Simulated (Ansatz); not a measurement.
## A series in volume scale on AgO

All results are calculated (Ansatz 0.2.0). Free energy against uniform scaling of the volume at fixed shape and fractions; periodic cell, basis, potentials, k mesh and filling as listed.

The cell before it is scaled or strained (space group F-43m, No. 216):
```
CELL_PARAMETERS angstrom
0.00000 2.40800 2.40800
2.40800 0.00000 2.40800
2.40800 2.40800 0.00000
ATOMIC_POSITIONS crystal
Ag 0.00000 0.00000 0.00000
O 0.25000 0.25000 0.25000
```

Settings of every row: functional PBEsol; dispersion none; potentials PAW; wave cutoff 500 eV; density cutoff 2000 eV; k mesh 8x8x8; k shift 0x0x0; occupations cold; smearing width 0.15 eV; spin none.

Limits: coarse k mesh, up to 40 meV an atom off; odd electron count without spin.

```csv
row,volume scale,V (Å³/atom),energy above lowest point (meV/atom)
1,0.9,12.566,216.8
2,0.925,12.915,153.3
3,0.95,13.265,103.3
4,0.975,13.614,64.9
5,1,13.963,36.5
6,1.025,14.312,17.1
7,1.05,14.661,?
8,1.075,15.01,0
9,1.1,15.359,0.6
```

Question: what energy above lowest point should row 7 give?

Worked fit of energy above lowest point. Take u = (V_r/V)^(2/3) − 1 with V_r = 13.788 Å³ an atom, which is twice the finite (Eulerian) strain; such expansions in the strain, on which the Birch-Murnaghan equation of state is built, carry the rest volume and the bulk modulus. The shown rows have u = 0.06382, 0.04457, 0.02611, 0.0085, -0.00837, -0.02456, -0.05504, -0.06941. Least squares give energy above lowest point = 49.59 + 1673.9 × u + 14402 × u² + 6549 × u³ meV/atom; a parabola predicts inner rows, each left out in turn, worse (root mean square 0.46 against 0.094 meV/atom). The rows lie off it by 0.0, -0.1, 0.1, 0.0, -0.1, 0.0, 0.0, 0.0. Its lowest point lies at u = -0.0606, or V = 15.14 Å³ an atom, and the curvature there gives the bulk modulus at fixed shape and fractions, B = (4/9)(1 + u)² E″(u)/V = 110 GPa. The withheld row has u = -0.0401, so the fit gives 49.59 + 1673.9 × (-0.0401) + 14402 × (-0.0401)² + 6549 × (-0.0401)³ = 5.2 meV/atom.

The calculation gave 5.2 meV/atom. The fit meets it to the printed digit.
